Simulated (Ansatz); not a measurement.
## NbH: energy above lowest point against volume scale

All results are calculated (Ansatz 0.2.0). Free energy against uniform scaling of the volume at fixed shape and fractions; periodic cell, basis, potentials, k mesh and filling as listed.

The cell before it is scaled or strained (space group I4/mmm, No. 139):
```
CELL_PARAMETERS angstrom
-1.60700 1.60700 1.98430
1.60700 -1.60700 1.98430
1.60700 1.60700 -1.98430
ATOMIC_POSITIONS crystal
Nb 0.00000 0.00000 0.00000
H 0.50000 0.50000 0.00000
```

Settings of every row: functional PBEsol; dispersion none; potentials all-electron LAPW; k mesh 13x13x13; k shift 0x0x0; occupations fermi dirac; smearing width 0.1 eV; spin none; basis error target 0.002 eV/atom.

Limits: coarse k mesh, up to 40 meV an atom off; the cell comes from a prototype or a list of computed structures and needn't be the stable phase.

```
row  volume scale  V (Å³/atom)  energy above lowest point (meV/atom)
  1          0.92        9.429                                  11.9
  2          0.96        9.839                                     0
  3             1       10.249                                     ?
  4          1.04       10.659                                  37.5
  5          1.08       11.069                                  79.5
```

Question: what energy above lowest point should row 3 give?

Worked fit of energy above lowest point. Take u = (V_r/V)^(2/3) − 1 with V_r = 10.249 Å³ an atom, which is twice the finite (Eulerian) strain; such expansions in the strain, on which the Birch-Murnaghan equation of state is built, carry the rest volume and the bulk modulus. The shown rows have u = 0.05717, 0.02759, -0.02581, -0.05002. Least squares give energy above lowest point = 9.9 − 725.8 × u + 13308 × u² meV/atom; a straight line predicts inner rows, each left out in turn, worse (root mean square 22 against 0.0068 meV/atom). All shown rows lie on it to the printed digit. Its lowest point lies at u = 0.0273, or V = 9.844 Å³ an atom, and the curvature there gives the bulk modulus at fixed shape and fractions, B = (4/9)(1 + u)² E″(u)/V = 203 GPa. Letting shape and atoms relax would as a rule lower it, by much in layered, chain or molecular crystals. The withheld row has u = 0, so the fit gives 9.9 − 725.8 × (0) + 13308 × (0)² = 9.9 meV/atom.

The calculation gave 9.9 meV/atom. The fit meets it to the printed digit.
